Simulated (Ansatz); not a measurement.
A series in volume per atom on Re

All results are calculated (Ansatz 0.2.0). Periodic Kohn-Sham DFT of a crystal at fixed atoms; pressure and stress are positive in compression; the energy is the free energy less that of spherical unpolarised free atoms; site moments are those in the method's own spheres, positive along +z.

Cell of the first row (space group Fm-3m, No. 225):
```
cell vectors (Å)
   0.0000     1.9347     1.9347
   1.9347     0.0000     1.9347
   1.9347     1.9347     0.0000
atoms (fractions of the cell vectors)
Re  0.00000  0.00000  0.00000
```

Settings of every row: method frozen-core PAW; functional LDA; relativity scalar; k mesh 14x14x14; filling fermi-dirac; smearing width 0.03 eV; wave cutoff 420 eV; paw set soft_2.

Atom start moment: 0 on all atoms.

Limits: PAW files made with PBE; no spin-orbit coupling on heavy atoms.

Limits of some rows: cell far from its zero-pressure volume (row 10, 11).

```csv
row,volume per atom (Å³),pressure (GPa)
1,14.483,-3.111
2,14.491,-3.316
3,14.791,-10.862
4,14.945,-14.417
5,15.099,-17.773
6,15.253,?
7,15.407,-23.923
8,15.562,-26.738
9,15.716,-29.389
10,15.87,-31.888
11,16.024,-34.243
```

Question: what pressure should row 6 give?

Worked fit of pressure. Take u = (V_r/V)^(2/3) − 1 with V_r = 15.253 Å³ an atom, which is twice the finite (Eulerian) strain; such expansions in the strain, on which the Birch-Murnaghan equation of state is built, carry the rest volume and the bulk modulus. The shown rows have u = 0.03514, 0.03476, 0.02072, 0.01369, 0.00679, -0.00667, -0.01328, -0.01974, -0.02609, -0.03234. Least squares give pressure = −20.9333 + 456.121 × u + 1416.97 × u² + 1125 × u³ GPa; a parabola predicts inner rows, each left out in turn, worse (root mean square 0.012 against 0.0071 GPa). The rows lie off it by -0.004, 0.003, 0.002, 0.004, -0.002, -0.010, 0.005, 0.005, 0.001, -0.003 (root mean square 0.0046 GPa). The withheld row has u = 0, so the fit gives −20.9333 + 456.121 × (0) + 1416.97 × (0)² + 1125 × (0)³ = -20.933 GPa.

The calculation gave -20.937 GPa. The fit lies 0.004 GPa (0.013 % of the column's range) above it; its largest miss of a shown row is 0.010 GPa.
